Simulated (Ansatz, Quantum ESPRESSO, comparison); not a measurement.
# Electron-phonon coupling and logarithmic phonon energy of fcc Au and fcc Rh against Gaussian broadening, PBE linear response

Gold has a filled d shell below the Fermi level and a steep s-p band crossing it, whereas rhodium has a partly filled d shell and flatter bands there. I therefore expect the two metals to respond differently when the Fermi surface is smeared by a Gaussian. My question is over which range of broadening the coupling constant lambda and the phonon scale omega_log hold steady, and what moves them elsewhere. The two numbers together fix a McMillan-type superconducting transition temperature, and lambda also bears on the resistance of metal contacts and wiring. Both come from PBE linear response without spin-orbit coupling, and I compare each value with those at other broadenings of the same crystal, not with experiment.

## Systems and settings

Crystals: Au (fcc), Rh (fcc). Starts: cells from crystal-structure databases (structures alone), relaxed in cell and atoms by the same program and functional. Program: Quantum ESPRESSO 7.5 (pw.x, ph.x, q2r.x, matdyn.x), PBE, PseudoDojo norm-conserving potentials, scalar-relativistic, wave cutoffs 76 and 91 Ry for Au, 88 and 106 Ry for Rh, depending on the step, cold smearing of 0.02 Ry. No spin polarisation and no spin-orbit coupling. Harmonic phonons by linear response on the q mesh; electron-phonon sums over a dense k mesh with Gaussian double deltas, interpolated over the zone with the acoustic sum rule. Functional and meshes (k / dense k / q): Au (fcc) PBE, 16x16x16 / 32x32x32 / 4x4x4; Rh (fcc) PBE, 16x16x16 / 32x32x32 / 4x4x4. Sources of the cells: Crystallography Open Database. Selection: Runs with imaginary or very soft phonons (under 20 cm^-1) or acoustic modes over 15 cm^-1 at the zone centre are left out. Where the same crystal was also run by Ansatz 0.2.0 on the same potentials and q mesh, it is listed only if the two couplings lie within 30 per cent; crystals of several atoms a cell without such a run are left out.

Notes on method and selection:

- Couplings from q meshes of this size are not converged; they can be off by up to about 30 per cent.
- Spin-orbit coupling matters most for the elements from Hf on.
- Small broadenings sample the Fermi surface at too few points of the dense mesh; large ones blur the bands. The phonons are the same along each line.
- Phonon energies come from harmonic force constants; lambda and omega_log together fix a McMillan-type superconducting transition temperature.
- Runs that did not converge, have known faults or may not be shown are not listed, and runs on Ansatz's PAW sets soft_1 and soft_2 are kept to separate tables.

Columns:

- broadening (Ry): Gaussian broadening of the double delta.
- N(E_F) (states/eV/atom): density of states at the Fermi level with this broadening, both spins, per atom.
- lambda: electron-phonon coupling constant lambda.
- lambda / N (eV atom): lambda divided by N.
- omega_log (meV): logarithmic mean phonon energy of a2F.

## Data

| member | crystal | broadening (Ry) | N(E_F) (states/eV/atom) | lambda | lambda / N (eV atom) | omega_log (meV) |
| --- | --- | --- | --- | --- | --- | --- |
| 0.005 Ry | Au (fcc) | 0.005 | 0.215 | 0.182 | 0.846 | 8.14 |
| 0.01 Ry | Au (fcc) | 0.010 | 0.252 | 0.181 | 0.719 | 8.43 |
| 0.015 Ry | Au (fcc) | 0.015 | 0.275 | 0.194 | 0.708 | 8.38 |
| 0.02 Ry | Au (fcc) | 0.020 | 0.286 | ? | ? | ? |
| 0.025 Ry | Au (fcc) | 0.025 | 0.290 | 0.209 | 0.719 | 8.35 |
| 0.03 Ry | Au (fcc) | 0.030 | 0.291 | 0.210 | 0.720 | 8.32 |
| 0.035 Ry | Au (fcc) | 0.035 | 0.291 | 0.210 | 0.719 | 8.28 |
| 0.04 Ry | Au (fcc) | 0.040 | 0.291 | 0.209 | 0.717 | 8.25 |
| 0.045 Ry | Au (fcc) | 0.045 | 0.291 | 0.208 | 0.714 | 8.23 |
| 0.05 Ry | Au (fcc) | 0.050 | 0.291 | 0.207 | 0.711 | 8.21 |
| 0.005 Ry | Rh (fcc) | 0.005 | 1.434 | 0.529 | 0.369 | 19.74 |
| 0.01 Ry | Rh (fcc) | 0.010 | 1.390 | 0.493 | 0.355 | 19.55 |
| 0.015 Ry | Rh (fcc) | 0.015 | 1.384 | 0.463 | 0.335 | 19.49 |
| 0.02 Ry | Rh (fcc) | 0.020 | 1.404 | ? | ? | ? |
| 0.025 Ry | Rh (fcc) | 0.025 | 1.429 | 0.440 | 0.308 | 19.55 |
| 0.03 Ry | Rh (fcc) | 0.030 | 1.446 | 0.432 | 0.299 | 19.60 |
| 0.035 Ry | Rh (fcc) | 0.035 | 1.455 | 0.425 | 0.292 | 19.66 |
| 0.04 Ry | Rh (fcc) | 0.040 | 1.456 | 0.419 | 0.288 | 19.71 |
| 0.045 Ry | Rh (fcc) | 0.045 | 1.451 | 0.414 | 0.285 | 19.76 |
| 0.05 Ry | Rh (fcc) | 0.050 | 1.442 | 0.410 | 0.285 | 19.80 |

Cells marked ? are withheld until the estimate has been made.

## Interpretation

For gold I find lambda steady from 0.025 to 0.050 Ry, where it stays between 0.207 and 0.210. Below that range, down to 0.010 Ry, it follows the density of states N. From 0.010 to 0.050 Ry, N grows by a factor 0.291 / 0.252 = 1.15 and lambda by 0.207 / 0.181 = 1.14, while lambda / N hardly changes. The likely cause is sampling: in a steep band the energy jumps between neighbouring k points by more than a narrow Gaussian covers, so the sum becomes unreliable, and here N comes out too low. At 0.005 Ry lambda / N is also off, at 0.846, and the ordinary-looking lambda of 0.182 hides a low N and a high ratio that partly cancel.

Rhodium has no such plateau. Its lambda falls at every step shown, from 0.529 to 0.410, a factor of 0.775, although N ends within 1 per cent of where it began. The fall therefore sits in lambda / N. In the form lambda = N⟨I²⟩ / (M⟨ω²⟩), with N here counted per spin (half the tabulated value), I the electron-phonon matrix element and M the atomic mass, the phonons are fixed along the line, so the averaged coupling strength must be what drops. At 0.050 Ry the Gaussian width is 0.050 × 13.6 = 0.68 eV, enough to mix in d states away from the Fermi level; that these couple more weakly is my conjecture. Sparse sampling may add to the steep fall at the narrow end. From 0.030 to 0.050 Ry the loss is still 0.432 − 0.410 = 0.022, or 5 per cent.

The phonon scale is much steadier. In rhodium omega_log spans only 19.80 − 19.49 = 0.31 meV, and in gold 0.22 meV from 0.010 Ry upward. With the phonons unchanged, only the weights of the modes can shift it.

A flat stretch in broadening does not mean a converged coupling: the coarse q mesh alone can put lambda off by up to about 30 per cent, and gold also lacks its sizeable spin-orbit coupling.

## A prediction

Plain estimates from the members shown:

- 0.02 Ry (Rh (fcc)), straight-line interpolation between 0.015 Ry and 0.025 Ry: w = (0.020 − 0.015) / (0.025 − 0.015) = 0.500, so 0.463 + 0.500 × (0.440 − 0.463) = 0.452

The straight line gives 0.452 for rhodium at 0.020 Ry, but lambda flattens as the broadening grows, so a chord should lie slightly too high. I prefer to interpolate lambda / N and multiply by N, because N is known at this broadening and has its own dip near 0.015 Ry.

To include the curvature I pass a cubic through the two nearest rows on each side. At the midpoint it gives [4 × (0.335 + 0.308) − (0.355 + 0.299)] / 6 = 0.3197 eV atom, and 0.3197 × 1.404 = 0.449.

I tried the same route on two shown rows of rhodium. At 0.035 Ry the ratio is [4 × (0.299 + 0.288) − (0.308 + 0.285)] / 6 = 0.2925 eV atom, and 0.2925 × 1.455 = 0.426 against 0.425. At 0.040 Ry it is [4 × (0.292 + 0.285) − (0.299 + 0.285)] / 6 = 0.2873 eV atom, and 0.2873 × 1.456 = 0.418 against 0.419. Those misses of about 0.001 come from the smooth part of the line, while the withheld row lies next to the steeper part, where the cubic is less secure. A straight line in lambda / N would give (0.335 + 0.308) / 2 = 0.3215 eV atom and 0.3215 × 1.404 = 0.451, which is higher by 0.451 − 0.449 = 0.002. I take that difference as one standard deviation. It covers the interpolation only, not the error of the q mesh, which the withheld value shares with its neighbours.

**Committed estimate, 0.02 Ry (Rh (fcc)): lambda = 0.449 ± 0.002.**

## The withheld result

| member | crystal | broadening (Ry) | N(E_F) (states/eV/atom) | lambda | lambda / N (eV atom) | omega_log (meV) |
| --- | --- | --- | --- | --- | --- | --- |
| 0.02 Ry | Au (fcc) | 0.020 | 0.286 | 0.205 | 0.716 | 8.37 |
| 0.02 Ry | Rh (fcc) | 0.020 | 1.404 | 0.450 | 0.320 | 19.51 |

| member | estimate | lambda | computed | estimate − computed | miss in error bars |
| --- | --- | --- | --- | --- | --- |
| 0.02 Ry (Rh (fcc)) | committed | 0.449 | 0.450 | −0.001 | 0.5 |
| 0.02 Ry (Rh (fcc)) | interpolation | 0.452 | 0.450 | +0.002 |  |

My estimate of 0.449 for rhodium at 0.020 Ry lies 0.001 below the computed 0.450, half an error bar. The straight line in lambda gave 0.452, which is 0.002 too high. Both misses are close to the printed rounding, so the gain from the cubic is slight. The chord did lie too high, as the flattening of the curve suggested, and lambda / N came out at 0.320 against my 0.3197 eV atom.

This confirms that the rhodium line is smooth here, but not why lambda / N falls. Weaker coupling of d states away from the Fermi level remains a conjecture, with sparse sampling as the other candidate.

The new gold row fits the earlier reading. From 0.020 to 0.025 Ry, lambda rises by a factor 0.209 / 0.205 = 1.02 and N by 0.290 / 0.286 = 1.01, so the coupling still mostly follows the density of states just below the plateau.

## Outliers

Gold at 0.005 Ry stands out. Its N is 0.215 / 0.291 = 0.74 of the plateau value, while its lambda / N of 0.846 eV atom is far above the 0.708 to 0.720 of all other gold rows. Sparse sampling is the likely cause, and the way lambda is built shows how a low N can go with a high ratio. Lambda is a double-delta sum divided by N, so lambda / N carries 1 / N². The product lambda × N, which follows the double sum, falls to (0.182 × 0.215) / (0.210 × 0.291) = 0.64 of its value at 0.030 Ry, but N² falls further, to 0.74 × 0.74 = 0.55, and the ratio rises.

The low N is not a general rule for narrow Gaussians: a sparse mesh can err either way, depending on where its points fall relative to the Fermi surface.

Rhodium at 0.005 Ry has the largest lambda of its line, 0.529, but it continues a steady rise towards narrow broadening and is no isolated jump.

## Closing remarks

Gold's lambda is steady within 0.207 to 0.210 from 0.025 to 0.050 Ry. Rhodium's has no plateau, though omega_log stays within 2 per cent. Within the smooth part of the rhodium line, a missing row can be interpolated to about 0.002.

For rhodium the drift matters in the transition temperature, here from the McMillan formula as modified by Allen and Dynes, T = (omega_log / 1.2) exp{−1.04(1 + lambda) / [lambda − μ(1 + 0.62 lambda)]}. With an assumed Coulomb term μ = 0.10 and 11.6 K per meV, I get about 1.7 K at 0.020 Ry and 1.1 K at 0.050 Ry.

Neither is a forecast for the real metal, which superconducts only at far lower temperature. Spin fluctuations, absent here, oppose pairing in rhodium and can lower T by much more than this factor of 1.6. The possible error of the coarse q mesh, in either direction, also exceeds the drift of lambda from 0.020 Ry upward in both metals.
